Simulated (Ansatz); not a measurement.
## BP at -3 GPa: from Born charge to LO–TO splitting and polaron coupling

All numbers below come from DFT LDA, scalar-relativistic, plane waves, PAW (Ansatz). Cutoff 420 eV, 10×10×10 k-points (Γ-centred), fixed occupations. No spin polarisation. Phonons by linear response, acoustic sum rule imposed.

The cell, relaxed at -3 GPa:
```cif
data_structure
_symmetry_space_group_name_H-M 'F-43m'
_symmetry_Int_Tables_number 216
_cell_length_a 4.5170
_cell_length_b 4.5170
_cell_length_c 4.5170
_cell_angle_alpha 90.000
_cell_angle_beta 90.000
_cell_angle_gamma 90.000
_cell_volume 92.16
loop_
_atom_site_label
_atom_site_type_symbol
_atom_site_symmetry_multiplicity
_atom_site_Wyckoff_symbol
_atom_site_fract_x
_atom_site_fract_y
_atom_site_fract_z
_atom_site_occupancy
B1 B 4 a 0.00000 0.00000 0.00000 1
P1 P 4 c 0.25000 0.25000 0.25000 1
```

Linear response gives ν_TO = 806.2 cm⁻¹, Born charges ±0.583 e (positive on P) and ε∞ = 9.188. The primitive cell holds 23.040 Å³, and the masses are 10.810 and 30.974 amu.

Question: Find ν_LO and the static dielectric constant.

Answer: The long-wave field adds a restoring force: ω_LO² − ω_TO² = Z*²e²/(ε_vac ε∞ μV). In these units ν_LO² − ν_TO² = 4.92064×10⁷ Z*²/(μ V ε∞) cm⁻², with μ = m₁m₂/(m₁ + m₂) = 8.013 amu: 9849 cm⁻². So ν_LO = √(806.2² + 9849) = 812.3 cm⁻¹, and the run gives 812.3. Lyddane–Sachs–Teller then gives ε0 = ε∞ (ν_LO/ν_TO)² = 9.33, against 9.33 in the run (it forms both from the same three quantities, so the match checks the arithmetic only). Between ν_TO and ν_LO the dielectric function is negative and an undamped crystal reflects fully: a reststrahlen band from 12.3 to 12.4 μm.

Question: What do the Clausius–Mossotti polarisability and the Szigeti charge come to?

Answer: With the Lorentz local field, α = (3V/4π)(ε∞ − 1)/(ε∞ + 2) = 4.03 Å³ for the pair, and e_S = 3Z*/(ε∞ + 2) = 0.16 e. The Born charge includes the electrons' response to the dipole's own local field, and e_S takes that enhancement out. The Lorentz field assumes point-like polarisable ions, a poor picture once ε∞ is this large, since the electron clouds then overlap or are shared, so both numbers are formal here.

Question: How strongly does a slow electron couple to the LO mode?

Answer: For one isotropic parabolic band, Fröhlich's constant is α_F = (1/ε∞ − 1/ε0) √(m* Ry/ħω_LO), with Ry = 13.606 eV, ħω_LO = 100.7 meV and m* in free-electron masses: α_F = 0.0016 × 11.62 × √m* = 0.02 √m*. The band mass isn't part of this run; for m* = 0.1, 0.3 and 1 it gives 0.01, 0.01, 0.02. In weak coupling the polaron lies α_F ħω_LO below the band edge (1 meV at m* = 0.3) with a mass m*(1 + α_F/6); past α_F of about 5 or 6 that expansion fails. A semilocal functional's ε∞ tends to be too large, which taken alone lowers α_F.

BP is a stiff but only weakly polar crystal: the LO mode at 812.3 cm⁻¹ lies barely above the TO mode at 806.2 cm⁻¹. The high frequencies come from strong, directional sp³ bonds and the light boron atom. The small splitting reflects a modest Born charge, whose field is further screened by the easily polarised valence electrons. The lattice therefore adds little to the static dielectric constant.

The positive charge on P runs against the usual electronegativity order, but a Born charge measures the polarisation caused by displacing an atom, not the static charge it holds. Boron's 2p shell has no p core beneath it and is compact, which probably helps the bond charge to follow boron when the atoms move.

The small α_F supports weak long-range polar coupling for ordinary band masses, and makes a large Fröhlich polaron unlikely to matter for transport. It doesn't establish weak electron–phonon coupling overall, since acoustic and non-polar optical deformation potentials, often dominant in such covalent semiconductors, lie outside this constant.
